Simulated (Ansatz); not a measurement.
Bulk crystal (W) after relaxation:

```
W
1.0
    -1.59177    1.59177    1.59177
     1.59177   -1.59177    1.59177
     1.59177    1.59177   -1.59177
W
1
Direct
  0.00000 0.00000 0.00000
```

Miller indices refer to the conventional cell of Im-3m (No. 229), a = 3.184 Å, b = 3.184 Å, c = 3.184 Å, α = 90.00°, β = 90.00°, γ = 90.00°.

The (211) slab of 8 planes, 9.1 Å thick with 15 Å of vacuum as cut; outer planes W (top) and W (bottom).

The calculation used DFT PBE, scalar-relativistic, plane waves, PAW in Ansatz. Settings: cutoff 420 eV, Γ-centred mesh 12×8×1 on the computed 8-atom cell, Gaussian smearing of 0.10 eV; no spin polarisation. A dipole correction removes the field between periodic images along c.

The work function is left out: read from the slab's Fermi level and from the bulk's it differs by over 0.3 eV, so the slab is too thin for it. The slab's inner planes relax by over 3 % too, so it holds no bulk-like region.

Results for the relaxed slab:

```yaml
Surface_energy_mean_of_both_faces: 3.42 J/m²
```

Relaxation lowers the energy by 0.309 J/m² a face; the largest move is 0.195 Å.

```
plane (bottom to top)  atoms  spacing to next, bulk (Å)  relaxed (Å)  change (%)
                    1      W                      1.300        1.103       -15.1
                    2      W                      1.300        1.320        +1.6
                    3      W                      1.300        1.269        -2.4
                    4      W                      1.300        1.359        +4.6
                    5      W                      1.300        1.269        -2.4
                    6      W                      1.300        1.320        +1.6
                    7      W                      1.300        1.103       -15.1
                    8      W
```

With no bulk-like middle, the error of these values can't be bounded.

Spin-orbit coupling is left out, which matters for the bands of heavy elements.

γ = (E_slab − N·E_bulk)/2A = 5.304 eV / (2 × 12.41 Å²) = 213.6 meV/Å² = 3.42 J/m², with N = 8 atoms. The cut crosses 4 bonds a cell (neighbours within 10 % of the shortest distances), so each costs 1.33 eV on this count. The top spacing shrinks by 15.1 %, as is usual at a metal's surface, where atoms that lost neighbours bind closer to those left; the next one widens by 1.6 %, so the relaxation alternates in sign.

The surface energy of 3.42 J/m² reflects tungsten's strong cohesion: its roughly half-filled d band occupies mostly bonding states, so cutting bonds is costly. The 1.33 eV per cut bond is an effective value rather than a pair energy, because second neighbours in a bcc metal also bind appreciably and the remaining bonds strengthen when coordination falls.

The large contraction of the outer spacing fits the open (211) face, where close-packed atomic rows are separated by troughs. Electrons spread into the troughs and smooth the surface charge, which pulls the exposed ion cores inward. Deeper down, the spacing changes alternate in sign but do not fade steadily: the central expansion of 4.6 % exceeds the 1.6 % nearer the faces. This suggests that the responses of the two surfaces overlap and reinforce each other in the middle, so the sequence shouldn't be read as the decay profile of a single surface.

With one atom per plane in the cell, reconstructions with a longer in-plane period remain untested.
